This page follows one question through zincblende AlN: can the G0W0 correction to its PBE0 bands be replaced by a single upward shift of the empty states? In the table, v1 is the top filled band and c1 the lowest empty one, while b and c locate the state in reciprocal space. The row with b = c = 0 is the zone centre Γ. The Kohn–Sham level is the PBE0 band energy, and the quasiparticle level is the G0W0 energy for removing or adding an electron.

AlN, 2 atoms in the cell, built as zincblende, space group F-43m (216), conventional a = 4.370 Å, 10.43 Å³ an atom. One-shot G0W0 at finite bands, cutoff and k mesh (short of the basis limit), each kind of level from its own valence top. Ansatz 0.2.0, plane-wave PAW, no spin polarisation, cell relaxed with r2SCAN; starting functional PBE0; cutoff 420 eV; k mesh 6×6×6; fixed occupations.

```tsv
band	b (fraction of the reciprocal vector)	c (fraction of the reciprocal vector)	kohn sham level (eV)	quasiparticle level (eV)	exchange less vxc (eV)	correlation (eV)	renormalisation
v2	0	0	0.000	0.000	-2.803	2.597	0.81500
v1	0	0	0.000	0.000	-2.803	2.597	0.81500
c1	0	0	6.276	6.723	4.028	-3.788	0.84400
c2	0	0	15.063	15.586	5.075	-4.758	0.83900
v2	0	0.1667	-0.146	-0.151	-2.837	2.626	0.81400
v1	0	0.1667	-0.146	-0.151	-2.837	2.626	0.81400
c1	0	0.1667	7.785	8.247	4.209	-3.953	0.83700
c2	0	0.1667	14.141	14.635	5.053	-4.765	0.83300
v2	0	0.3333	-0.410	-0.425	-2.903	2.681	0.81300
v1	0	0.3333	-0.410	-0.425	-2.903	2.681	0.81300
c1	0	0.3333	9.279	9.735	4.486	-4.237	0.84000
c2	0	0.3333	12.916	13.336	5.166	-4.952	0.81400
v2	0	-0.5000	-0.530	-0.550	-2.933	2.706	0.81300
v1	0	-0.5000	-0.530	-0.550	-2.933	2.706	0.81300
c1	0	-0.5000	9.641	10.094	4.459	-4.212	0.84900
c2	0	-0.5000	12.396	12.764	5.257	-5.095	0.80300
v2	0.1667	-0.3333	-1.975	-2.048	-3.171	2.892	0.80800
v1	0.1667	-0.3333	-0.562	-0.584	-2.930	2.702	0.81300
c1	0.1667	-0.3333	10.320	10.708	4.676	-4.494	0.82900
c2	0.1667	-0.3333	11.167	11.598	4.638	-4.413	0.84300
v2	0.1667	-0.1667	-1.310	-1.367	-3.053	2.790	0.81100
v1	0.1667	-0.1667	-0.147	-0.149	-2.842	2.634	0.81400
c1	0.1667	-0.1667	9.255	9.723	4.518	-4.256	0.83000
c2	0.1667	-0.1667	13.254	13.653	4.932	-4.739	0.83300
```

### 1. How much does the gap at Γ grow, and is it the gap of the crystal?

The direct gap at Γ grows from 6.276 to 6.723 eV, or by about 7 % of its PBE0 value. It is the smallest gap in the table, but not the smallest in the crystal. The lowest empty state lies at the zone-boundary point X, which has no row here. The same calculation gives 5.29 eV for that indirect gap in PBE0 and 5.57 eV in G0W0.

### 2. The valence top reads zero in both level columns. Did it stay where it was?

It did not. Each column has its own zero, which hides the shift. The true shift of a level is the sum of two other columns, exchange less vxc and correlation. For the valence top this sum is −0.21 eV, and for c1 at Γ it is +0.24 eV. The gap therefore opens almost equally from both sides. Correlation is already taken at the final energy, so the sum must not be multiplied by the renormalisation column.

### 3. Why is the shift so much smaller than the terms that make it?

Exchange less vxc is what changes when exact exchange replaces the whole PBE0 exchange–correlation potential. Exact exchange binds filled states strongly and empty ones weakly, so this step alone would widen the gap at Γ by 6.8 eV. Correlation then lets the other electrons respond. They polarise around an added electron or a hole and make both cheaper to create, which narrows the gap by 6.4 eV. What remains is a small difference of large numbers: an error of 1 % in the correlation part would move the gap by 0.06 eV.

### 4. Why does about half an electronvolt remain?

Screening weakens exchange, and PBE0 already imitates this by using only a quarter of exact exchange. In a simple picture, the screened interaction keeps a fraction $1/\varepsilon$ of exact exchange, where $\varepsilon$ is the electronic dielectric constant, and the rest acts like a semilocal potential. G0W0 then only has to supply the difference between $1/\varepsilon$ and one quarter. Exchange less vxc measures the effect of the three quarters that PBE0 lacks, apart from the semilocal correlation potential, which is expected to cancel largely between two states. Calling the difference of this column between c1 and the valence top $D$, the opening is

$$\Delta \approx \frac{1/\varepsilon - 1/4}{3/4}\,D .$$

The screening of this run, in the random-phase approximation on the PBE0 bands, gives $\varepsilon = 3.49$ (a computed value, not a measured one), hence $1/\varepsilon = 0.287$, and at Γ $D = 4.028 + 2.803 = 6.831$ eV. The estimate is $0.049 \times 6.83 \approx 0.33$ eV, about three quarters of the computed opening, with no constant adjusted to the table. It supports the sign and the rough size, but no more, since the computed opening may itself fall well short of the basis limit (question 8). One expected reason for the low estimate is that exchange acts largely over short distances, where screening is weaker than $\varepsilon$ suggests. The estimate hangs on a small difference between two fractions and would vanish at $\varepsilon = 4$. The picture also fails to tell which empty states shift more than others.

### 5. What would change with another starting functional or a more polarisable crystal?

PBE contains no exact exchange, so from a PBE start G0W0 would have to supply the whole screened fraction, and the correction would be larger. The final gap would nevertheless usually be smaller. PBE bands have a narrower gap, their electrons polarise more easily, and the stronger screening weakens exchange further. This is an argument from theory, since only the PBE0 start is listed here.

The same reasoning gives a first guess for a related semiconductor. The more polarisable it is, the smaller $1/\varepsilon$ becomes, and the less G0W0 should open a PBE0 gap. Once $\varepsilon$ exceeds 4, the picture predicts a narrowing instead. The value to use is one computed as in this run, since the random-phase approximation on PBE0 bands is expected to give a lower $\varepsilon$ than a measurement.

### 6. Does one shift serve all empty states?

For the states in the table it serves fairly well. The model fitted to all 24 rows gives the empty states one common shift and stretches the filled states in proportion to their depth. The common shift, often called a scissors correction, comes out at 0.44 eV, with a typical miss of 0.04 eV. The filled states sink by about 4 % of their depth, over the upper 2 eV that the table covers. The printed analysis follows this text.

The remaining scatter follows no simple trend with energy. Between Γ and the boundary point L (c = −0.5), c1 climbs by more than 3 eV, yet its correction hardly changes. Over the same path c2 descends, and its correction drops from 0.52 to 0.37 eV. Letting the shift of the empty states vary linearly with energy does not improve the fit noticeably.

Theory offers a reason. Exchange and screening depend on where the electron sits and how it overlaps with the filled states, and two states of similar energy can differ in both. The table lists no orbital shapes, so this explanation remains untested here.

### 7. Does the shift hold for the state that sets the gap?

It does not. X took no part in the fit, and its gap opens by only 0.28 eV, less than for any empty state in the table. The common shift would put the indirect gap at 5.73 eV, which is 0.16 eV above the G0W0 result.

The error matters because the direct gap at Γ gives no hint of it, yet it falls exactly on the band edge. A common shift keeps the distance between the lowest empty states at Γ and X fixed, whereas G0W0 widens it by $0.447 - 0.283 = 0.164$ eV. A shift taken from a few convenient states should therefore be checked at the actual band edge before it is used for a gap.

### 8. Which digits can be trusted?

The third decimal is useful for checking that the columns add up, but not for predicting a gap. Calculations of this kind, with a finite number of bands, a finite cutoff and a finite mesh, fall short of their basis-limit gaps by 6 to 9 % in the median. If that held here, the direct gap would be too small by 0.4 to 0.7 eV, about as much as the whole correction or more, so even the first decimal of the gap is in doubt. The opening at the basis limit would then be roughly twice the computed one or larger, and the estimate of question 4 would cover less than half of it. The shortfall of this particular crystal was not measured.

Differences between states may be safer, because part of the error is probably shared, but no second setting is at hand to test this. A comparison with ordinary AlN needs further care, since its stable form is wurtzite, not the zincblende structure computed here.

The analysis program printed:

```
fit of shift on 24 rows: coefficient of cond 0.4424 +/- 0.009, coefficient of ksv 0.03865 +/- 0.012; rms 0.03, worst c2 -0.0806, leave-one-out rms 0.0328
fit of shift on 24 rows: coefficient of cond 0.4266 +/- 0.041, coefficient of ksv 0.03865 +/- 0.012, coefficient of ksc 0.001445 +/- 0.0036; rms 0.0299, worst c2 0.0765, leave-one-out rms 0.0369
Opening of the direct gap at Gamma (eV): 0.447
Opening of the direct gap at Gamma (% of the Kohn-Sham gap): 7.122
Absolute shift of the valence top (eV): -0.206
Absolute shift of c1 at Gamma (eV): 0.24
Change of the Gamma gap by exchange less vxc (eV): 6.831
Change of the Gamma gap by correlation (eV): -6.385
Change of the Gamma gap for 1 % of the correlation part (eV): 0.06385
First-order opening at Gamma without renormalisation (eV): 0.5371
Screened fraction of exchange 1/eps: 0.2867
Opening at Gamma from the screened-exchange picture (eV): 0.3346
Correlation coefficient of picture and computed shift over empty states: -0.1806
Shifts of the empty states against the valence top in table order (eV): 0.447, 0.523, 0.462, 0.494, 0.456, 0.42, 0.453, 0.368, 0.388, 0.431, 0.468, 0.399
Largest sinking of a filled state against the valence top (eV): -0.073
Rms miss of the scissors over empty states (eV): 0.04235
Rms miss of the stretch over filled states (eV): 0.002381
Opening of the indirect gap to X (eV): 0.2827
Indirect gap to X predicted by the scissors (eV): 5.73
Scissors prediction less computed gap at X (eV): 0.1597
Missing part of the direct gap if 6 % short of the limit (eV): 0.4291
Missing part of the direct gap if 9 % short of the limit (eV): 0.6649
```
